## Photon–photon resonance from the mode expansion of the travelling-wave model

### Model and premises

The optical field is written $\mathrm{Re}\{(\psi_+e^{ik_0z}+\psi_-e^{-ik_0z})e^{-i\omega_0t}\}$, with $k_0$ the Bragg wave number and envelopes that vary slowly in $z$ and $t$. In a cavity $0\le z\le L$ with group velocity $v(z)$ and real index-grating coupling $\kappa(z)$, the envelopes obey

$$v^{-1}\partial_t\psi_\pm=\mp\partial_z\psi_\pm+i\beta\psi_\pm+i\kappa\psi_\mp .$$

For $\psi=(\psi_+,\psi_-)^T$ and Pauli matrices $\sigma_x,\sigma_z$ this reads

$$i\partial_t\psi=H(N)\psi,\qquad H=v\,[-i\sigma_z\partial_z-\beta-\kappa\sigma_x], \tag{1}$$

with $\psi_+(0)=r_0\psi_-(0)$ and $\psi_-(L)=r_L\psi_+(L)$. In the active section

$$\beta=\delta-\tfrac12(\alpha_H+i)\Gamma g(N)+\tfrac{i}{2}\alpha_i ,$$

where $g$ is the material power gain, $\Gamma$ the confinement factor, $\alpha_H$ the linewidth enhancement factor, $\alpha_i$ the internal loss and $\delta$ a fixed detuning. Passive sections have no gain term. The carrier density follows

$$\dot N=J-U(N)-vg(N)S,\qquad S=L_a^{-1}\int_a\psi^\dagger\psi\,dz, \tag{2}$$

with injection rate $J$, spontaneous recombination $U$, and $\psi$ scaled so that $S$ is the photon density averaged over the active length $L_a$.

The premises are: (i) one density $N(t)$ describes the active section; (ii) gain and index follow $N$ instantly, without dispersion or compression; (iii) $v$, $\kappa$, $r_0$, $r_L$ do not depend on $N$; (iv) the eigenvalues of $H$ are simple and the field can be expanded in its eigenfunctions; (v) spontaneous emission is dropped.

### Instantaneous modes and their orthogonality

At frozen $N$ the modes satisfy $H\Theta_m=W_m\Theta_m$ and evolve as $e^{-iW_mt}$, so $\mathrm{Im}\,W_m$ is the amplitude growth rate. $H$ is not Hermitian, but it is symmetric under the bilinear form, without complex conjugation,

$$(\phi,\psi)=\int_0^L\phi^T\sigma_x\psi\,\frac{dz}{v}=\int_0^L(\phi_+\psi_-+\phi_-\psi_+)\frac{dz}{v}.$$

The terms in $\beta$ and $\kappa$ contribute $-\int\beta\,\phi^T\sigma_x\psi\,dz$ and $-\int\kappa\,\phi^T\psi\,dz$, both symmetric in $\phi$ and $\psi$. The derivative terms combine into a total derivative,

$$(\phi,H\psi)-(H\phi,\psi)=-i\,[\phi_-\psi_+-\phi_+\psi_-]_0^L ,$$

and the bracket vanishes at each end because both functions obey the same reflection condition. Hence $(W_m-W_n)(\Theta_m,\Theta_n)=0$, and the modes are normalised for every $N$ by $(\Theta_m,\Theta_n)=\delta_{mn}$.

### Amplitude equations

Insert $\psi=\sum_nf_n(t)\,\Theta_n(z;N(t))$ into (1). The time derivative acts on $f_n$ and, through $N$, on $\Theta_n$:

$$i\sum_n\left(\dot f_n\Theta_n+f_n\dot N\,\partial_N\Theta_n\right)=\sum_nW_nf_n\Theta_n .$$

Projection on $\Theta_m$ gives $\dot f_m=-iW_mf_m-\dot N\sum_n(\Theta_m,\partial_N\Theta_n)f_n$. To evaluate the overlap, differentiate the eigenvalue equation, with $H_N=\partial_NH=-v\beta_N$ and a prime for $d/dN$:

$$H_N\Theta_n+H\,\partial_N\Theta_n=W_n'\Theta_n+W_n\,\partial_N\Theta_n .$$

By premise (iii) $\partial_N\Theta_n$ obeys the boundary conditions, so $(\Theta_m,H\partial_N\Theta_n)=W_m(\Theta_m,\partial_N\Theta_n)$. Define

$$h_{mn}=(\Theta_m,H_N\Theta_n)=-\int_0^L\beta_N\,\Theta_m^T\sigma_x\Theta_n\,dz .$$

The diagonal projection gives $W_m'=h_{mm}$. The off-diagonal one gives $(\Theta_m,\partial_N\Theta_n)=h_{mn}/(W_n-W_m)$. Differentiating $(\Theta_m,\Theta_m)=1$ gives $(\Theta_m,\partial_N\Theta_m)=0$. Therefore

$$\dot f_m=-iW_m(N)f_m+\dot N\sum_{n\ne m}K_{mn}f_n,\qquad K_{mn}=\frac{h_{mn}}{W_m-W_n}=-K_{nm}. \tag{3}$$

Modes are coupled only while $N$ changes, and close modes are coupled most. With several independent densities $N_k$ the coupling term becomes a sum of terms $K^{(k)}_{mn}\dot N_k$.

**When the coupling vanishes.** If $v\beta_N$ has one value over the whole cavity, $H_N$ is a multiple of the identity, $h_{mn}\propto\delta_{mn}$, and all $K_{mn}$ are zero: the carriers shift every $W_m$ equally and leave the mode shapes unchanged. Uniformity over the active section alone is not enough. In a grating-free cavity with constant $v$ and active fraction $\eta=L_a/L$, the modes have $\Theta_\pm\propto\exp[\pm i(Wz/v+\int_0^z\beta\,dz')]$, neighbours are spaced by $\pi v/L$, and $\Theta_+\Theta_-=v/2L$. Then

$$K_{10}=-\frac{v\beta_N}{L}\,\frac{\int_0^{\eta L}\cos(\pi z/L)\,dz}{\pi v/L}=-\frac{\beta_NL}{\pi^2}\sin\pi\eta ,$$

up to the free sign of each mode. It vanishes at $\eta=1$ and is largest for a half-passive cavity.

### Small-signal response

In steady state mode 0 lases with $\mathrm{Im}\,W_0=0$ and real amplitude $A$, and the others decay. Set $\Delta_m=W_m-W_0$ at the bias point and $\gamma_m=-\mathrm{Im}\,\Delta_m>0$. The quantity $\Delta g_m=2\gamma_m/v$ is the gain margin of mode $m$, expressed as a power gain per length spread over the cavity. Write $N=N_0+n$, $J=J_0+j$, $f_0=(A+a)e^{-iW_0t}$, $f_m=b_me^{-iW_0t}$ and keep first-order terms. The product $K_{0m}\dot n\,b_m$ is of second order, so

$$\dot a=-iW_0'A\,n,\qquad \dot b_m=-i\Delta_mb_m+K_{m0}A\,\dot n .$$

For signals $\propto e^{st}$ these give $a/A=-iW_0'n/s$ and $b_m/A=K_{m0}\,n\,s/(s+i\Delta_m)$. The field perturbation is $a\Theta_0+\sum b_m\Theta_m+An\,\partial_N\Theta_0$. Let $\langle\phi,\psi\rangle=\int_a\phi^\dagger\psi\,dz$, $o_m=\langle\Theta_0,\Theta_m\rangle/\langle\Theta_0,\Theta_0\rangle$ and $\mu=\langle\Theta_0,\partial_N\Theta_0\rangle/\langle\Theta_0,\Theta_0\rangle$. The relative change $\sigma=\delta S/S$ is the projection of the perturbation on $\Theta_0$ plus its complex conjugate. Since $n(t)$ is real, the conjugate part has the transfer function $\bar\chi(s)=\chi(s^*)^*$, and

$$\sigma=[\chi(s)+\bar\chi(s)]\,n,\qquad \chi=-\frac{iW_0'}{s}+\mu+\sum_{m\ne0}o_mK_{m0}\frac{s}{s+i\Delta_m}. \tag{4}$$

Linearising (2) gives $sn=j-\gamma_Nn-R\sigma$, with $R=vgS$, $\gamma_N=U'+vg_NS$ and $g_N=dg/dN$. With $P=R(\chi+\bar\chi)$, the response normalised to unity at $s\to0$, where $P$ diverges, is

$$\mathcal H(s)=\frac{R\sigma}{j}=\frac{P}{s+\gamma_N+P}. \tag{5}$$

Without the sum in (4), $P=\omega_R^2/s+2R\,\mathrm{Re}\,\mu$ with $\omega_R^2=2R\,\mathrm{Im}\,W_0'$. This is the relaxation resonance, with damping coefficient $\gamma_N+2R\,\mathrm{Re}\,\mu$; the term in $\mu$ comes from the adiabatic change of mode shape. A uniform $v\beta_N$ makes both $K_{m0}$ and $\mu$ zero and returns the rate-equation result exactly.

The nearest side mode, $\Delta\equiv\Delta_1$ and $\gamma\equiv\gamma_1$, adds poles of $P$ at $s=-i\Delta$ and $s=i\Delta^*$, that is at $s=-\gamma\mp i\,\mathrm{Re}\,\Delta$. This is the photon–photon resonance: the modulation sideband of mode 0 falls on mode 1 when the modulation angular frequency equals $|\mathrm{Re}(W_1-W_0)|$, and the half-width is $\gamma=v\Delta g_1/2$.

The poles of $\mathcal H$ are the zeros of $s+\gamma_N+P$ and are displaced from those of $P$. Since $s/(s+i\Delta)=1-i\Delta/(s+i\Delta)$ and $K_{10}\Delta=h_{10}$, one has $P=-iRo_1h_{10}/(s+i\Delta)+P_{\rm reg}$ with $P_{\rm reg}$ regular there, and the pole satisfies

$$s_1=-i\Delta+\frac{iRo_1h_{10}}{s_1+\gamma_N+P_{\rm reg}(s_1)}\approx-i\Delta-\frac{Ro_1h_{10}}{\Delta}. \tag{6}$$

The last form holds for $|\Delta|\gg\omega_R,\gamma_N$. The shift is of order $\omega_R^2/2|\Delta|$. It changes the frequency little but can be a large part of $\gamma$, and its real part reverses with the sign of $\mathrm{Re}\,\Delta$ at given $o_1h_{10}$. The damping is thus the gain margin corrected by the carrier pulsation at the beat frequency. If the correction exceeds $\gamma$, the steady state loses stability to mode beating. The facet output replaces $o_m$ and $\mu$ by ratios of mode amplitudes at the facet; the numerator of (5) changes and the poles do not.

### Compact laser section with a passive feedback waveguide

A membrane distributed-reflector (DR) laser has a short, strongly coupled active grating backed by a passive Bragg mirror. A passive output waveguide with round-trip delay $\tau$ ends in a reflection $r$, which includes its loss. If $|\Delta|\ll\kappa v$, the field in the grating region keeps the shape $u(z)$ of the solitary DR mode, $\Theta_m=a_mu$ there, with $(u,u)=1$ over that region. Then $h_{mn}=a_ma_n\omega_a'$, where $\omega_a(N)$ is the solitary eigenvalue, $\omega_a'=(\alpha_H+i)v\Gamma g_N/2$, and the active share of $u$ is taken as real and absorbed in $\Gamma$. With $w_m=a_m^2$ it follows that

$$W_m'=\omega_a'w_m,\qquad h_{10}^2=W_0'W_1',\qquad o_1h_{10}=W_1',\qquad \mu=\tfrac12\,\frac{d\ln w_0}{dN}.$$

Everything in (4) is fixed by the curves $W_m(N)$.

Seen from the waveguide, the grating region reflects with a unit-modulus background $r_b$ and a pole at its own mode, $r_b[1-iG/(W-\omega_a)]$. For a section without gain or internal loss, $\mathrm{Im}\,\omega_a=-G_f/2$ with $G_f$ the energy decay rate through the front, and unit modulus at real $W$ requires $G=G_f$. The round-trip condition, with $x=-r_br\,e^{iW\tau}$, is $-x[1-iG/(W-\omega_a)]=1$, or

$$W=\omega_a+F(W),\qquad F=\frac{iGx}{1+x}. \tag{7}$$

All multiple reflections are included. Differentiating (7) with $dx/dW=i\tau x$ gives $w=1/(1-F_W)$ and $dw/dW=F_{WW}w^2$, so

$$w_m=\left[1+\frac{G\tau x_m}{(1+x_m)^2}\right]^{-1},\qquad c_0\equiv\frac{\mu}{\omega_a'}=-\frac{i}{2}\,G\tau^2\,\frac{x_0(1-x_0)}{(1+x_0)^3}\,w_0^2 .$$

Let $\omega_s^2=Rv\Gamma g_N=(vg_NS)(v\Gamma g)$, the squared relaxation frequency for $w_0=1$. Then $P=\tfrac12\omega_s^2[(\alpha_H+i)X+(\alpha_H-i)\bar X]$, and the two-mode truncation is

$$X_2=-\frac{iw_0}{s}+c_0+\frac{w_1}{\Delta}\,\frac{s}{s+i\Delta}.$$

This limit can also be solved without truncation. Put $W_0=0$. A sideband $e^{st}$ has $W=is$ and obeys $[W-F(W)-\omega_a]\,\delta a=A\,\delta\omega_a$ with $\omega_a=-F(0)$, hence

$$X=-\frac{i}{Y},\qquad Y=s+G\left[\frac{1}{1+x_0e^{-s\tau}}-\frac{1}{1+x_0}\right].$$

The zeros of $Y$ are $s=-i\Delta_m$, the slope there is $1/w_m$, so the residues are $-iw_m$, and the expansion at $s=0$ begins $-iw_0/s+c_0$. All three agree with (4).

### Range of validity

Equation (3) is exact under premises (i) to (v). It fails at a mode degeneracy, where $W_1\to W_0$, the bilinear norm of the unnormalised mode vanishes and $K_{10}$ diverges. Equations (4) to (6) need small modulation, $|K_{m0}n|\ll1$ and $|b_m|\ll A$, and a stable bias point. The two-mode form needs $|s|\ll|\Delta_m|$ for $m\ge2$, since the omitted terms scale as $s/\Delta_m$. Premise (i) excludes longitudinal hole burning; a carrier pattern driven by the beat makes $v\beta_N n$ non-uniform and couples modes even in an all-active cavity. Premise (ii) omits gain compression, whose size is estimated below. Electrical parasitics and carrier transport multiply (5) by a low-pass factor. The compact limit has relative corrections of order $|\Delta|/\kappa v$.

### Numerical illustration

The inputs are illustrative values typical of an InP-based membrane DR laser: $n_g=3.6$, so $v=83.3\ \mu$m/ps; $\alpha_H=2$; $G=0.8$ ps$^{-1}$; other losses $0.2$ ps$^{-1}$; $\omega_s/2\pi=40$ GHz; $1/U'=0.5$ ns; $\kappa=600$ cm$^{-1}$, so $\kappa v=5.0$ ps$^{-1}$. The delay is $\tau=5$ ps, a waveguide of $208\ \mu$m if the penetration delay of the grating is ignored. The feedback is chosen to place the side mode 100 GHz to the red, $\mathrm{Re}\,\Delta=-0.628$ ps$^{-1}$, with $\gamma=0.10$ ps$^{-1}$, or $\Delta g_1=24$ cm$^{-1}$. The ratio $|\mathrm{Re}\,\Delta|/\kappa v$ is 0.13.

Subtracting (7) for the two modes, with $x_1=Ex_0$ and $E=e^{i\Delta\tau}=-e^{0.5}$, gives

$$Ex_0^2+\left[1+E-\frac{iG(E-1)}{\Delta}\right]x_0+1=0 .$$

The smaller root is $x_0=0.141-0.284i$, a power feedback $|x_0|^2=0.10$ at phase $\theta=-63.5^\circ$. Carrying unrounded values, $w_0=0.524+0.160i$, $w_1=0.235-0.193i$ and $c_0=(0.270-0.455i)$ ps.

No other mode grows at this bias. With $p=1/(1+x)$, (7) reads $W=iG(p_0-p)$. A root with $\mathrm{Im}\,W\ge0$ has $|x|\le|x_0|$ and $\mathrm{Re}\,p\le\mathrm{Re}\,p_0$, which confines $|\arg x|\le|\theta|$. There $|\mathrm{Im}\,p|\le\mathrm{Im}\,p_0$, so $\mathrm{Re}\,W\tau=G\tau(\mathrm{Im}\,p-\mathrm{Im}\,p_0)$ lies between $-1.64$ and 0. Since $\arg x=\theta+\mathrm{Re}\,W\tau$ stays above $-\pi$, only $W=0$ remains. The next mode on the blue side lies at $+154$ GHz with $\gamma_2=0.19$ ps$^{-1}$.

Feedback lowers the loss rate by $2G\,\mathrm{Re}[x_0/(1+x_0)]=0.28$ ps$^{-1}$, so $v\Gamma g=0.72$ ps$^{-1}$, $vg_NS=0.088$ ps$^{-1}$ and $\gamma_N=0.09$ ps$^{-1}$, used as rounded. The relaxation frequency is $40\ \mathrm{GHz}\times\{\mathrm{Im}[(\alpha_H+i)w_0]\}^{1/2}=37$ GHz, and the shape term adds $2R\,\mathrm{Re}\,\mu=0.063$ ps$^{-1}$ to its damping coefficient.

The leading shift in (6) is $-\tfrac12\omega_s^2(\alpha_H+i)w_1/\Delta=(0.031-0.013i)$ ps$^{-1}$, which puts the pole at 98 GHz with damping 0.069 ps$^{-1}$. Iterating (6) with the two-mode $P_{\rm reg}$ gives 99 GHz and 0.061 ps$^{-1}$. The frequency stays near the mode spacing, while the carriers remove about two fifths of the damping set by the gain margin. The values of $20\log_{10}|\mathcal H(2\pi if)|$ in dB are:

| $f$ (GHz) | one mode | two modes | all modes |
|---|---|---|---|
| 50 | $-1.3$ | $0.2$ | $-0.1$ |
| 75 | $-9.6$ | $-4.0$ | $-4.5$ |
| 100 | $-14.6$ | $-1.5$ | $-2.2$ |

The side mode lifts the response at 100 GHz by more than 12 dB, and the two-mode truncation departs from the untruncated result by less than 1 dB. The decimals serve only this comparison, because gain compression is as large as the damping terms retained. With typical $g_N\approx1\times10^{-15}$ cm$^2$ and $\epsilon\approx2\times10^{-17}$ cm$^3$, $S=1.1\times10^{16}$ cm$^{-3}$ and $\epsilon S=0.21$. To first order in $\epsilon S$, compression adds $\delta\omega_a=-iC\sigma$ with $C=v\Gamma g\,\epsilon S/2=0.076$ ps$^{-1}$. Through the term $-iw_0/s$ and its conjugate it adds $2C\,\mathrm{Re}\,w_0=0.08$ ps$^{-1}$ to the relaxation damping coefficient. Through the residue $-iw_1$ it moves the photon–photon pole by $-Cw_1$, about 0.018 ps$^{-1}$ more damping and 2 GHz upward.

These are the model's numbers. The mode spacing and $\omega_s$ were chosen to reproduce the typical behaviour of fast membrane DR lasers, a relaxation frequency near 40 GHz and a second resonance near 100 GHz, so they predict nothing about those two frequencies. What the model supplies is the displacement of the pole, a damping of roughly 0.06 to 0.08 ps$^{-1}$ in place of the bare 0.10 ps$^{-1}$, and a dip of 4 to 5 dB between the resonances before compression is added. Devices optimised for bandwidth typically keep this dip within 3 dB, so the chosen bias and feedback phase give a response some 1 to 2 dB less flat than theirs.